A calculation that misses the energy by several eV per atom looks useless for everything else. If the energy is that wrong, the pressure on the cell and the forces on the atoms should be hopeless too. For this copper–aluminium crystal they are not. At the smallest cutoff the energy is off by more than 6 eV per atom, while the pressure is off by about 2.5 GPa and no force component by more than about 0.2 eV/Å.

Al3Cu2 in a randomly distorted 5-atom cell (14.06 Å³ an atom), run with Ansatz 0.2.0: r2SCAN, plane-wave PAW (soft_2 datasets), scalar-relativistic, no spin polarisation. Atoms are fixed, the k mesh is 8×8×6, Gaussian smearing 0.1 eV and the density cutoff four times the wave cutoff. The reference cutoff is 600 eV; energy is at zero smearing, pressure positive in compression.

```
wave cutoff (eV)  energy less reference (meV/atom)  pressure less reference (GPa)  largest force change (eV/Å)  plane waves at gamma
             200                              6440                           2.46                        0.224                   449
             250                              1080                           1.39                       0.0945                   617
             300                               129                          0.732                       0.0160                   813
             350                              10.7                          0.110                      0.00387                  1039
             500                             0.371                          0.001                      0.00025                  1803
```

The wave cutoff sets the shortest wave from which the electron orbitals may be built. Each column of errors gives the difference from the same calculation at 600 eV, with the atoms held in place. The cell is a randomly distorted one, not a relaxed crystal: at 600 eV it is still under about 7 GPa, with forces up to about 1.5 eV/Å. Against those values the errors at 250 eV are moderate, roughly a fifth of the pressure and 6 % of the largest force.

The energy column has the simplest rule. More waves give the orbitals more freedom, and by the variational principle added freedom can only lower the energy, as long as nothing else in the calculation changes. Here the density cutoff rises too, which could upset the rule slightly, but the error is positive in every row and shrinks at every step. It shrinks fast: from 200 to 350 eV the number of plane waves grows 2.3 times, while the error falls about 600-fold.

The short waves are needed mainly close to the nuclei, where compact orbitals vary rapidly. The cell has 47 electrons in the calculation, which fits three for each aluminium atom and nineteen for each copper atom. The copper 3s, 3p and 3d shells are then treated explicitly, and such tight shells are well known to demand high cutoffs. Copper is thus the likely source of most of the error, though the table does not divide it between the elements.

An error seated close to an atom travels with that atom. If the atom shifts a little or the cell swells a little, the excess energy stays almost the same. Forces and pressure measure only how the energy changes in such moves, so a large but nearly constant error drops out of them. This is why their errors stay moderate at a cutoff where the total energy is far off.

For the pressure, this cancellation works only if the cutoff itself stays fixed as the volume changes. A plane-wave program normally computes the stress with a fixed set of waves, which stretch along with the cell. Stretched waves are longer, so the effective cutoff drops on expansion and the energy rises artificially. The cell then seems to resist expansion, and the raw pressure comes out too low. This is the Pulay stress, and the pressures in the table have been corrected for it.

Its size follows from the energy column. For a fixed set of waves the cutoff Ecut scales with the volume V as

Ecut ∝ V^(−2/3)

and the pressure that is missing before correction is

Δp = (2/3) · (Ecut / V) · |dE/dEcut|

where E is the energy per atom and V the volume per atom.

At 250 eV the slope can be taken from the rows on either side, assuming an exponential fall between them. The energy then drops by about 42 meV per atom for each eV of cutoff. With 14.06 Å³ per atom this gives

Δp ≈ (2/3) · 250 eV · 0.042 / 14.06 Å³ ≈ 0.50 eV/Å³ ≈ 80 GPa

The corrected pressure at 250 eV is off by only 1.39 GPa, nearly sixty times less. At 300 eV the same estimate gives about 14 GPa, against a remaining error of 0.73 GPa. The slope is rough because the rate of fall changes from row to row, and there are no uncorrected pressures here to test the estimate directly. The gap is still wide enough to show what the correction achieves.

The same comparison can be made in energies. When the volume grows by 1 % with a fixed set of waves, the cutoff falls by about 1.7 eV, which costs some 70 meV per atom at 250 eV. If the corrected pressure is read as the slope at fixed cutoff, the energy error changes by only about 1.2 meV per atom in the same expansion. That is roughly a thousandth of the error itself, as expected if most of it belongs to the atoms and not to the spacing between them.

The three errors do not fall in step. One reason is that the variational rule guides the energy alone. A force or a stress may be too large at one cutoff and too small at the next. The y force on the first atom is too negative by 0.19 eV/Å at 200 eV, then not negative enough by 0.09 eV/Å at 250 eV, and slightly too negative again at 300 eV. The column of largest force changes records only sizes, and the largest change moves to another force component at every step. The column therefore hides these reversals and need not fall evenly.

The pressure column is irregular as well. Its error falls by a little less than half from 250 to 300 eV, while the energy error falls eightfold, and then drops nearly sevenfold by 350 eV. Up to 350 eV the part of the error that depends on volume therefore seems to die away more slowly than the part that does not. Over the last step it falls faster, though the final 0.001 GPa may be close to numerical noise. An imperfect pressure correction is one possible cause of the slow start. At 300 eV the full stress of the run has its three diagonal components too high by nearly equal amounts, as a leftover of that correction would be. At 250 eV, however, the excess ranges from about 1.0 to 1.9 GPa between the components, so an error that depends on direction must take part there as well.

The last energy step is irregular too. Up to 350 eV the fall steepens, reaching a factor of 12 for the last 50 eV, but from there to 500 eV it averages only a factor of 3 per 50 eV. The error left in the 600 eV reference is not to blame, since adding it to both rows would make the last step look slower still. One possible reason is that the smoothed orbitals of the PAW method lose most of their short-wave content by a certain cutoff and keep a weak tail beyond it. The density cutoff rises together with the wave cutoff, however, and may also play a part.

In practice, the cutoff should be judged by the quantity that is wanted, not by the total energy alone. Energies to be compared should share one cutoff, so that errors carried by the atoms can cancel. A cell should not be relaxed at a low cutoff with uncorrected pressures, because the missing pressure can far exceed the real one. All rows from 200 to 350 eV also lie below the cutoff that the program recommends. At 350 eV the remaining error of 10.7 meV per atom would change by only about 0.1 meV per atom if the volume grew by 1 % at fixed cutoff. How well it would cancel between two quite different arrangements of the same atoms is still open; repeating the 350 and 600 eV runs for a second arrangement would answer it. The output below lists the steps, the sign reversals and the pressure estimates.

Printed output of the fit:

```
Factor by which each error falls from the row before:
  row  energy  energy per 50 eV  pressure  force
  250   5.963             5.963      1.77   2.37
  300   8.372             8.372     1.899  5.906
  350   12.06             12.06     6.655  4.134
  500   28.84             3.067       110  15.48
Signed changes against 600 eV:
  row  y force on first atom in eV/A  xy shear stress in GPa
  200                        -0.1937                  -1.333
  250                        0.09452                  0.2444
  300                       -0.00823                  0.1243
  350                       -0.00224                0.001084
  500                       -0.00025               -0.000168
Fall of the energy error for 1 % more volume:
  row   meV/atom  percent of the error
  200      2.158               0.03351
  250       1.22                0.1129
  300     0.6422                0.4979
  350    0.09651                 0.902
  500  0.0008774                0.2365
Slope of the energy error at 250 eV, meV/atom per eV of cutoff: 42.23
Estimated pressure correction at 250 eV, GPa: 80.23
Estimated pressure correction at 300 eV, GPa: 13.57
Estimated correction over remaining pressure error at 250 eV: 57.72
Estimated correction over remaining pressure error at 300 eV: 18.54
Energy error at 200 eV over that at 350 eV: 601.9
Plane waves at 350 eV over those at 200 eV: 2.314
```
